## Terminal speed ratio of a magnesium jet: the pure $C_6/r^6$ assumption

A vapour expanding through a small orifice into vacuum turns heat into directed speed until collisions stop. The width of the final velocity distribution is given by the speed ratio $S = u/\sqrt{2kT/m}$, with $u$ the flow speed, $T$ the translational temperature along the beam and $m$ the atomic mass. Its scaling with source pressure rests on an assumed force law between the atoms. Here that assumption is relaxed for magnesium, the acceptor in GaN and the cation of MgO tunnel barriers, in a nozzle source at $T_0 = 1200$ K.

### The sudden-freeze law

Far from an orifice of diameter $d$ the gas streams radially from a virtual point source. It moves at nearly the limiting speed $u_\infty$, with $u_\infty^2 = \frac{2\gamma}{\gamma-1}\,kT_0/m$ from enthalpy conservation. With $\theta = T/T_0$ and $r$ measured from the virtual source, continuity and isentropy give

$$n = n_0\left(\frac{ad}{r}\right)^2,\qquad \theta = \left(\frac{ad}{r}\right)^{2(\gamma-1)},\qquad S^2=\frac{\gamma}{(\gamma-1)\,\theta},$$

where $a$ is a constant of the orifice flow. The model keeps the flow isentropic until the collision rate per atom falls to $K$ times the expansion rate $u_\infty/r$, and holds $T$ fixed afterwards:

$$n\,\bar g\,\bar\sigma = K\,u_\infty/r .$$

Here $\bar g = 4\sqrt{kT/\pi m}$ is the mean relative speed of like atoms, $\bar\sigma = \langle\sigma g\rangle/\bar g$, and $K$ is a number of order one. Let $\bar\sigma = \sigma_0\theta^{-s}$ and $\Xi = n_0 d\sigma_0$. Since $nr = n_0\,ad\,\theta^{1/(2\gamma-2)}$ and $\bar g\propto\theta^{1/2}$, freezing occurs where $\theta^{1/(2\gamma-2)+1/2-s}\propto 1/\Xi$. With $S\propto\theta^{-1/2}$,

$$S_\infty\propto\Xi^{\beta},\qquad \beta=\frac{\gamma-1}{\gamma-2s(\gamma-1)} .$$

Hard spheres have $s=0$ and $\beta=(\gamma-1)/\gamma$, which is 0.4 for $\gamma=5/3$. A $-C_6/r^6$ attraction has $s=1/3$, shown next, and $\beta=3(\gamma-1)/(\gamma+2)$, which is $6/11=0.545$.

### Where the force law enters

The force law enters only through $\bar\sigma(T)$. Count as a collision every trajectory that crosses the centrifugal barrier and reaches the repulsive core. For relative energy $E$, impact parameter $b$ and squared separation $x$, a turning point needs $b^2=F(x)$ with $F(x)=x\,[1-V/E]$. No outer turning point exists when $b^2$ lies below the minimum of $F$, so the capture cross section is $\sigma=\pi\min F$.

For $V=-C_6/x^3$, $F_0=x+C_6/(Ex^2)$. Setting $F_0'=0$ gives $x_c=(2C_6/E)^{1/3}$ and $\min F_0=\tfrac32x_c$. The Maxwellian average with $\epsilon=E/kT$ is $\bar\sigma=\int_0^\infty\sigma\,\epsilon\,e^{-\epsilon}d\epsilon$, so

$$\bar\sigma_6=\sigma_0\,\theta^{-1/3},\qquad \sigma_0=\Gamma(5/3)\,\frac{3\pi}{2}\left(\frac{2C_6}{kT_0}\right)^{1/3},\qquad \Gamma(5/3)=0.903 .$$

The single power $s=1/3$ presumes that only the dipole–dipole term acts at the barrier. The dispersion energy continues as $-C_8/x^4-C_{10}/x^5$, and for a large, soft atom such as Mg these terms are not small.

### First correction

The $C_8$ term adds $F_1=C_8/(Ex^3)$. Because $F_0$ is stationary at $x_c$, the shift of the minimum does not matter in first order, and $\min F$ rises by $F_1(x_c)$. With $Ex_c^3=2C_6$ this is $C_8/(2C_6)$:

$$\sigma=\frac{3\pi}{2}x_c+\sigma_8,\qquad \sigma_8=\frac{\pi}{2}\lambda,\qquad\lambda=\frac{C_8}{C_6}.$$

The energy has dropped out. The dipole–quadrupole term acts as an added hard-sphere area, which thermal averaging leaves unchanged. Hence $\bar\sigma=\bar\sigma_6(1+\delta)$ with $\delta=(\sigma_8/\sigma_0)\,\theta^{1/3}$.

In the freezing condition $\Xi$ is replaced by $\Xi(1+\delta)$. Let $S_6$, $\theta_6$ and $\delta_6$ be the values at the pure-$C_6$ freezing point, and keep $\beta=3(\gamma-1)/(\gamma+2)$. Since $\delta\propto S^{-2/3}$,

$$S_\infty=S_6\,(1+\delta)^{\beta},\qquad\delta=\delta_6\,(S_6/S_\infty)^{2/3},\qquad S_\infty\approx S_6\,(1+\beta\,\delta_6).$$

The extra attraction prolongs collisions and raises $S_\infty$. It also lowers the slope. Differentiating $\ln S_\infty=\beta\ln\Xi+\beta\ln(1+\delta)+\text{const}$ with $d\delta=-\tfrac23\delta\,d\ln S_\infty$ gives

$$\beta_{\rm eff}=\frac{d\ln S_\infty}{d\ln\Xi}=\frac{\beta}{1+\tfrac23\beta\,\delta/(1+\delta)} .$$

For $\delta\to\infty$ this formally becomes $(\gamma-1)/\gamma$, the hard-sphere exponent, although the expansion in $\lambda/x_c$ fails long before that. For $\gamma=5/3$, $\delta_6\propto S_6^{-2/3}\propto\Xi^{-4/11}$, so the correction fades only slowly as pressure or orifice size grows.

### Size for magnesium at 1200 K

The inputs are approximate. The source holds vapour near saturation, $p_0\approx22$ kPa (165 torr), with $m\approx24.3$ u. The lowest excited state lies about 2.7 eV up, against $kT_0=0.103$ eV, so $\gamma=5/3$. Typical Mg–Mg coefficients are $C_6\approx375$ eV Å$^6$, $C_8\approx6.9\times10^3$ eV Å$^8$ and $C_{10}\approx1.3\times10^5$ eV Å$^{10}$. The orifice is an illustrative $d=0.20$ mm with the typical $a\approx0.40$. The value $K=3$ is chosen so that $S_6$ comes out near ten, the typical speed ratio of a monatomic jet at this $\Xi$. The absolute $S$ is therefore an input in effect, and only the relative change is a result. Guard digits are kept below.

The source has $n_0=p_0/kT_0=1.33\times10^{18}$ cm$^{-3}$, $u_\infty=1.43$ km/s, $\sigma_0=82.3$ Å$^2$ and $\Xi=219$. For $\gamma=5/3$ the ratio of $\bar g(T_0)$ to $u_\infty$ is $4/\sqrt{5\pi}=1.009$, and the freezing condition reads

$$\theta^{11/12}(1+\delta)=\frac{K\sqrt{5\pi}}{4a\,\Xi}=0.0340 .$$

With $\delta=0$ it gives $\theta_6=0.0250$, $T_6=30.0$ K and $S_6=10.0$, at $r=ad\,\theta_6^{-3/4}=6.4\,d$. At $E=kT_6$, $x_c=66.2$ Å$^2$, so the barrier sits at 8.1 Å, about twice the approximate Mg$_2$ bond length of 3.9 Å. The dispersion series applies there. The grazing capture orbit carries $b\sqrt{mE}=39\,\hbar$ (reduced mass $m/2$), which supports classical trajectories.

Now $\lambda=18.4$ Å$^2$ and $\sigma_8=28.9$ Å$^2$, against $\bar\sigma_6(T_6)=281.7$ Å$^2$. Thus $\delta_6=0.103$ and the first-order rise in $S_\infty$ is $\tfrac6{11}\delta_6=5.6\,\%$. Solving the freezing condition without linearising gives $\delta=0.099$, a rise of 5.3 % to $S_\infty=10.5$, a frozen temperature of 27.0 K, and $\beta_{\rm eff}=0.53$. For a profile $\exp[-S^2(v/u-1)^2]$ the full width at half maximum is $2\sqrt{\ln2}/S$ of the mean speed, and it narrows from 16.6 % to 15.8 %.

### What competes with it

**Next dispersion order.** The $C_{10}$ term adds $C_{10}/(Ex_c^4)=C_{10}/(2C_6x_c)$ to $\min F$. The $C_8$ term in second order adds $-F_1'^2/(2F_0'')$, with $F_1'=-3\lambda/(2x_c)$ and $F_0''=3/x_c$, which is $-\tfrac38\lambda^2/x_c$. The numerators combine to $173-127=46$ Å$^4$. Since $1/x_c\propto E^{1/3}$, averaging brings $\Gamma(7/3)=1.191$, and the added area at $T_6$ is 2.6 Å$^2$, or 0.5 % in $S_\infty$. The partial cancellation makes this figure sensitive to the inputs, but it stays well below $\sigma_8$.

**Finite flow speed.** With $u=u_\infty\sqrt{1-\theta}$ in continuity, $r$ gains a factor $(1-\theta)^{-1/4}$, and the rate $u/r$ brings another $(1-\theta)^{-1/2}$ to the left side of the pure-$C_6$ condition. Then $\theta=\theta_6(1-\theta)^{9/11}$ and $S^2=\tfrac52(1-\theta)/\theta$, so $S$ changes by $-\theta_6/11$, a fall of 0.2 %.

**Choice of $K$.** Since $S_6\propto K^{-6/11}$, $K=1$ would give $S_6=18.2$. The correction scales as $\delta_6\propto K^{4/11}$ and its first-order value would fall to 3.8 %.

**Choice of average.** Exchange between parallel and perpendicular temperature is governed by the viscosity average, with weight $\epsilon^3e^{-\epsilon}/6$. That replaces 0.903 by $\Gamma(11/3)/6=0.669$ and leaves $\sigma_8$ alone. At the same $T_6$, $\delta_6$ grows by the factor 1.35 and the first-order rise becomes 7.6 %. Glancing orbits that escape capture also contribute to that average. If captured orbits scatter in a way that does not depend on the core, dimensional analysis keeps the first correction an energy-independent multiple of $\lambda$, but the factor $\pi/2$ belongs to capture alone.

**Dimer formation.** Vapour that starts near saturation is supersaturated in the jet. The $C_8$ term lowers the frozen temperature by 2.9 K, or $\tfrac32k\,\Delta T=0.38$ meV per atom. A dimer releases about 0.05 eV, shared by two atoms, so binding 1.5 % of the atoms close to the freezing point would cancel the effect. Heat released further upstream is partly removed by the remaining expansion. The fraction depends on three-body kinetics outside this model, and it cannot be assumed negligible for this source.

Within the model, then, dropping the pure $C_6/r^6$ assumption raises $S_\infty$ of a dimer-free magnesium jet by about 5 %, between 4 and 8 % over the choices above. This is less than the uncertainty that $K$ places on $S_\infty$ itself. The part that depends least on $K$ is the slope: scaling a known speed ratio to a nearby pressure or orifice calls for an exponent near 0.53 in place of $6/11$.